**Exchange energy and negative compressibility of a thin electron layer**

In a gated sheet of density $N_s$, $qV_G=q^2N_sd/\varepsilon+\mu+\text{const}$. Differentiating gives
$$C=\frac{q\,dN_s}{dV_G}=\frac{\varepsilon}{d+d_q},\qquad d_q=\frac{\varepsilon}{q^2}\frac{d\mu}{dN_s}.$$
If $d\mu/dN_s<0$, $C$ exceeds $C_{geo}=\varepsilon/d$. Conventions: $T=0$, zero thickness, unpolarised spins, $g_v$ equally filled valleys, no intervalley exchange. Electrons repel with $V(Q)=2\pi u/Q$, where $u=q^2/4\pi\varepsilon_{av}$ and $\varepsilon_{av}$ is the mean permittivity of the two sides. Also $a^*=\hbar^2/m^*u$ and $r_s=1/(a^*\sqrt{\pi N_s})$.

**Ten-electron model ($g_v=1$)**

Take a periodic $L\times L$ cell with a neutralising background, which cancels the Hartree term. Fill five plane waves, $\mathbf k=(2\pi/L)\mathbf m$ with $\mathbf m=(0,0),(\pm1,0),(0,\pm1)$, for both spins. This is the smallest closed shell with kinetic energy, and $N_s=10/L^2$.

*Kinetic energy per electron:* $t=\frac45\frac{\hbar^2}{2m^*}\left(\frac{2\pi}{L}\right)^2=A\,\hbar^2N_s/m^*$, with $A=4\pi^2/25=1.579$.

*Exchange:* each ordered same-spin pair contributes $-V/2L^2=-u/(2L|\mathbf m-\mathbf m'|)$. Per spin there are 8 pairs at distance 1, 8 at $\sqrt2$ and 4 at 2, so $S=10+4\sqrt2=15.66$. Each electron also meets its periodic images and their background, with energy $\xi u/2L$, where $\xi=4\zeta(\frac12)\beta(\frac12)=-3.900$ (Riemann zeta, Dirichlet beta). This term stands in for the missing $Q=0$ exchange. Hence
$$e_x=-\left(\frac{S}{10}-\frac{\xi}{2}\right)\frac uL=-3.516\,\frac uL=-B\,u\sqrt{N_s},\qquad B=1.112.$$
Vary $N_s$ through $L$ and use $\mu=d[N_s(t+e_x)]/dN_s$. Since $t\propto N_s$ and $e_x\propto\sqrt{N_s}$, exactly
$$\mu=2t+\tfrac32e_x,\qquad N_s\frac{d\mu}{dN_s}=2t+\tfrac34e_x,$$
and the slope is negative for $r_s>r_s^*=8A/(3\sqrt\pi B)$.

**Infinite layer**

The five states become a disc of radius $k_F=\sqrt{2\pi N_s/g_v}$, and the image term vanishes. Two discs displaced by $Q=2k_Fx$ overlap in an area $2k_F^2(\arccos x-x\sqrt{1-x^2})$, so the pair sum gives
$$e_x=-\frac{2uk_F}{\pi}\int_0^1\!\left(\arccos x-x\sqrt{1-x^2}\right)dx=-\frac{4}{3\pi}uk_F,\qquad\mu_x=\tfrac32e_x.$$
With $t=\hbar^2k_F^2/4m^*$,
$$d_q=\frac{\varepsilon}{\varepsilon_{av}}\,\frac1{g_v}\left(\frac{a^*}{4}-\frac{1}{2\pi k_F}\right),\qquad r_s^*=\frac{\pi}{\sqrt{2g_v}}.$$
For $g_v=1$, $A=\pi/2=1.571$ and $B=1.064$. The cell has the same powers of $N_s$, with $A$ 0.5 % and $B$ 4.5 % larger.

**GaAs at $5\times10^{10}$ cm$^{-2}$**

Compiled inputs are $m^*=0.067\,m_e$ (0 K; Vurgaftman 2001) and $\varepsilon_r=12.87$ (300 K; Rakita 2019), the latter assumed for barrier and channel alike. The Γ valley has $g_v=1$. Then $a^*=10.16$ nm, $k_F=0.0560$ nm$^{-1}$, $r_s=2.48$ and $L=141$ nm. Zero temperature means $T\ll E_F/k_B=21$ K.

| | cell | infinite layer |
|---|---|---|
| $t$ (meV) | 0.898 | 0.893 |
| $e_x$ (meV) | −2.78 | −2.66 |
| $\mu_x$ (meV) | −4.17 | −3.99 |
| $N_s\,d\mu/dN_s$ (meV) | −0.29 | −0.21 |
| $r_s^*$ | 2.14 | 2.22 |
| $d_q$ (nm) | −0.41 | −0.30 |
| $C/C_{geo}$, assumed $d=100$ nm | 1.004 | 1.003 |

The infinite layer changes sign below $6.2\times10^{10}$ cm$^{-2}$. The gated stack stays stable because $d+d_q>0$.

**Neglected terms**

The model's $d_q=2.54-2.84$ nm is a near cancellation, so corrections matter.

- *Permittivity:* 1 % moves $d_q$ by 0.025 nm.
- *Gate screening:* the factor $1-e^{-2Qd}$ on $V$ adds $1/(32\pi k_F^3d^2)=0.006$ nm for $k_Fd\gg1$.
- *Thickness:* let $s=\langle|z-z'|\rangle$ for a frozen envelope. To first order $V$ drops by $2\pi us$, which weakens exchange by $usk_F^2/4$ and adds $+s/4$ to $d_q$. With $d$ measured to the charge centroid, the Hartree term adds $-s/2$. An assumed hard-wall well of width $w=10$ nm has $s=w(\frac13-\frac{5}{4\pi^2})=2.07$ nm, giving about $+0.5$ and $-1.0$ nm. The first alone outweighs $-0.30$ nm.
- *Spin:* in Hartree–Fock the fully polarised gas lies lower for $r_s>2.01$. The unpolarised state is imposed here, since correlation typically preserves it at this $r_s$.
- *Correlation:* approximate values from the Tanatar–Ceperley Monte Carlo fit are $-0.8$ meV per electron and a further $-0.3$ nm, roughly doubling the zero-thickness $d_q$.

The 0.3 % excess is therefore the model's number. For a real well its size is set by correlation and the envelope as much as by bare exchange.